Each carbon atom in diamond has four bonds, and each bond is shared by two atoms, so there are two bonds per atom. In the stacking treated here, called 4H, half a bond per atom stands upright along z and one and a half bonds are inclined. The inclined bonds lie rather flat: eight ninths of their squared length is in the basal plane and one ninth is along z. For a small deformation they therefore take up eight ninths of any strain in the plane, but only one ninth of a strain along z.

Suppose that the plane is stretched by 1 % in both directions and the crystal may choose its height. If only the inclined bonds resisted, the height would have to shrink by 8 % to bring them back to their old length, because z has so little leverage on them. The upright bonds forbid that. With all bonds equally stiff, the best compromise is a shrinkage of two sevenths of a per cent.

Now take the opposite limit, in which only the angles between the bonds matter. Angles stay at their ideal value if the cell keeps its shape, so the height would grow by 1 % along with the plane. Bond lengths thus ask for a thinner crystal and bond angles for a thicker one. A crystal in which the two demands nearly cancel hardly changes its height at all, and the table shows such a case.

Carbon, 8-atom cell, P6_3/mmc, a = 2.518, c = 8.305 Å, strained with fractional coordinates fixed; rows 1 to 5 are in-plane strains from -0.05 to 0.05 in steps of 0.025. Ansatz 0.2.0, plane-wave PAW, PBE, scalar-relativistic, no spin polarisation, cutoff 420 eV, 12×12×4 k mesh with Gamma, Gaussian smearing 0.05 eV. Energies are relative to the unstrained cell; pressure is positive in compression.

```csv
strain zz,energy change row 1 (meV/atom),energy change row 2 (meV/atom),energy change row 3 (meV/atom),energy change row 4 (meV/atom),energy change row 5 (meV/atom),pressure row 2 (GPa),pressure row 4 (GPa)
-0.05,199.1,96.3,62.4,85.5,155.5,53.85,4.53
-0.025,146.7,46.5,14.6,39.5,110.9,37.87,-8.44
0,127.7,29.9,0.0,26.3,99.0,24.46,-19.15
0.025,136.6,41.1,12.9,40.5,114.1,13.18,-27.96
0.05,168.8,75.4,48.7,77.4,151.7,3.72,-35.16
```

The five energy columns belong to in-plane strains of -0.05, -0.025, 0, 0.025 and 0.05, in that order, and each line of the table is one strain along z. In each of these columns the lowest energy stands at zero z strain. Squeezing the plane by 5 % costs 127.7 meV per atom, and still none of the taller cells listed is cheaper.

The coupling is small, but it isn't zero. It shows when cells strained in the same sense are compared with cells strained in opposite senses. At strains of 0.025 the first pair costs 40.5 + 46.5 = 87.0 meV per atom together, the second 41.1 + 39.5 = 80.6. The crystal thus slightly prefers to become thinner when its plane is stretched.

A quarter of this difference, divided by the summed cost of the two pure z strains, gives the preferred contraction per unit of in-plane stretch:

$$\frac{(87.0-80.6)/4}{12.9+14.6}\approx 0.058 .$$

A plane strained by 5 % therefore moves the best height by only about 0.3 %. The table proceeds in steps of 2.5 %, so the shift is hidden between its lines.

Parabolas through the three middle energies of a column make the shift visible, provided that the undisturbed column serves as a control. Its parabola has a minimum at +0.0008 instead of zero, because the true curve is lopsided. The most compressed plane gives +0.0045 and the most stretched one -0.0015. Measured from the control, the shifts have opposite signs and are of the expected size, although minima placed so finely between the computed points remain estimates.

The same table shows that bond lengths alone can't explain this behaviour. For the plane squeezed by 5 %, a model with bond stretching only, whose constants are derived below, lowers the energy by 5.5 meV per atom when the cell is made 2.5 % taller. The calculation raises it by 136.6 - 127.7 = 8.9. Something besides the bond lengths resists the change of shape, and in a tetrahedral network the natural candidate is the stiffness of the bond angles.

To put this into a formula, let $p$ be the strain in the plane and $z$ the strain along z. The atoms keep their fractional coordinates, so all bond lengths follow from the cell. In ideal tetrahedra the upright bonds have the relative length change $s_v=z$, and the inclined ones have

$$s_i=\sqrt{\tfrac89(1+p)^2+\tfrac19(1+z)^2}-1 .$$

The energy per atom is then taken as

$$E=K\left[\tfrac12 m(s_v)+\tfrac32 m(s_i)\right]+B\left[\ln\frac{1+z}{1+p}\right]^2,\qquad m(s)=\left(\frac{1-\exp(-gs)}{g}\right)^2 .$$

Here $K$ is the stiffness of the bonds and $B$ that of the angles. The function $m$ is the Morse form of a bond energy: for small $s$ it is simply $s^2$, while $g$ makes shortening dearer than lengthening. The last term depends only on the ratio of height to width, since angles don't change when all axes are strained alike.

That property separates the constants. In the two corners of the table where all axes are strained by 5 % in the same sense, only bond lengths count, and the ratio of the two energies gives $g=10\ln(199.1/151.7)=2.72$. The size of these energies then gives $K=34.7$ eV. The angle stiffness, $B=3.9$ eV, is the average from the two cells with opposite strains of 0.025, after subtraction of their bond energy.

The cell with its plane squeezed by 5 % and its height unchanged wasn't used for these constants, so it can serve as a worked example. Its upright bonds keep their length. The inclined bonds shorten by the factor $\sqrt{\tfrac89(0.95)^2+\tfrac19}=0.9557$, so $s_i=-0.0443$. The two parts of the energy are

$$\tfrac32\times34.7\times\left(\frac{\exp(0.1205)-1}{2.72}\right)^2\approx0.115\ \text{eV},\qquad 3.9\times(\ln0.95)^2\approx0.010\ \text{eV}.$$

The sum is about 126 meV per atom, against 127.7 in the table.

The angles thus contribute little to the energy of this cell, yet they decide its height. If the cell is now made 2.5 % taller, the ratio of height to width moves further from its ideal value, and the angle term rises by about 12 meV per atom. The bonds return only 5.5. The model therefore predicts a net cost of roughly 7, where the calculation has 8.9, and the taller cell loses.

For small strains the balance can be written in one line. With $r=B/K$, minimising the energy with respect to $z$ gives

$$-\frac{z}{p}=\frac{8/27-2r}{28/27+2r}.$$

Without angle stiffness this is 2/7, and for very stiff angles it tends to -1, the two limits met at the start. The contraction vanishes at $r=4/27$, about 0.15. Here $r$ is about 0.11, close enough to that point for most of the coupling to be gone. In this picture, softer angles would bring the crystal nearer to the full two sevenths.

The formula gives 0.057, close to the 0.058 taken directly from the energies, but this agreement is a mild test. In the nearly cubic surroundings of a diamond atom, symmetry links the stiffness in the plane, the stiffness along z and the coupling between them. Two constants then suffice for all three, whatever the forces are. The need for more resistance to a change of shape than bond lengths provide is a result of the table, while its assignment to bond angles is an argument from chemistry.

Straining the plane costs about twice as much as straining the height by the same small amount. An in-plane strain deforms two axes and a z strain only one, and where the axes are about equally stiff and only weakly coupled, their costs nearly add. The factor of two therefore doesn't mean that the plane is twice as stiff as the upright direction. Nor is it a separate finding. In cubic surroundings the ratio of the two costs is two plus the contraction per unit of stretch, which would be 2.06 here, and the table gives 2.04.

Larger strains bring in the lopsidedness of the bonds. Squeezing the plane by 5 % costs 1.29 times as much as stretching it by 5 %, because the repulsion between close atoms grows faster than the attraction between separated ones. The value of $g$ came from cells strained equally on all axes, so its use for the plane alone is a test on cells outside the fit. It gives a ratio of about 1.2, which has the right direction but falls somewhat short.

This lopsidedness is also the main source of the oddest entries among the pressures. Take the plane squeezed by 2.5 % and the height stretched by 5 %. The volume is $0.975^2\times1.05=0.998$ of the original, which by itself would give a pressure of only 0.8 GPa, but the table has 3.7. The reverse deformation, with the plane stretched by 2.5 % and the height squeezed by 5 %, leaves the volume just as nearly unchanged and has 4.5 GPa.

In both cells some bonds are shortened and others lengthened, and all the short ones together push harder than all the long ones pull. The bond energies, with constants taken from energies and not from pressures, give 2.9 and 3.3 GPa for the two cells. Most of the excess over the volume effect is thereby explained. A low pressure is also no sign of a relaxed crystal: the first of these cells lies 75.4 meV per atom above the undisturbed one. Pressure averages over the three axes, so an outward push in the plane can offset an inward pull along z.

Over all 24 strained cells the model has a root-mean-square error of 2.3 meV per atom, four of these cells having set its constants. It does worst where the shape is most distorted. With the plane squeezed and the height stretched by 5 % each, it is 6.7 too low; with both signs reversed, it is 5.8 too high. A constant angle stiffness thus seems too soft for a squeezed plane and too stiff for a stretched one.

A likely reason is that bond angles become easier to bend as the bonds lengthen. Two cells with nearly the same ratio of height to width support this. With the plane squeezed by 5 % and the height stretched by 2.5 %, the model is 4.1 meV per atom too low. With the two amounts exchanged, which almost restores the original volume, it is only 1.5 too low. The error that remains suggests that the direction of the distortion matters too. The pressures point the same way. An angle energy that falls as the crystal expands would push outwards, and the pressures predicted for the two odd cells are indeed too low.

The value of 0.058 shouldn't be used as it stands to predict the thickness of a strained diamond film. The atoms were carried along with the cell and couldn't seek better positions inside it. Such movement can only lower the energies of the strained cells. It mainly eases changes of shape and hardly affects an equal strain of all axes, so theory expects a real film to contract more than the clamped one. How much more would take a calculation with the atoms set free.
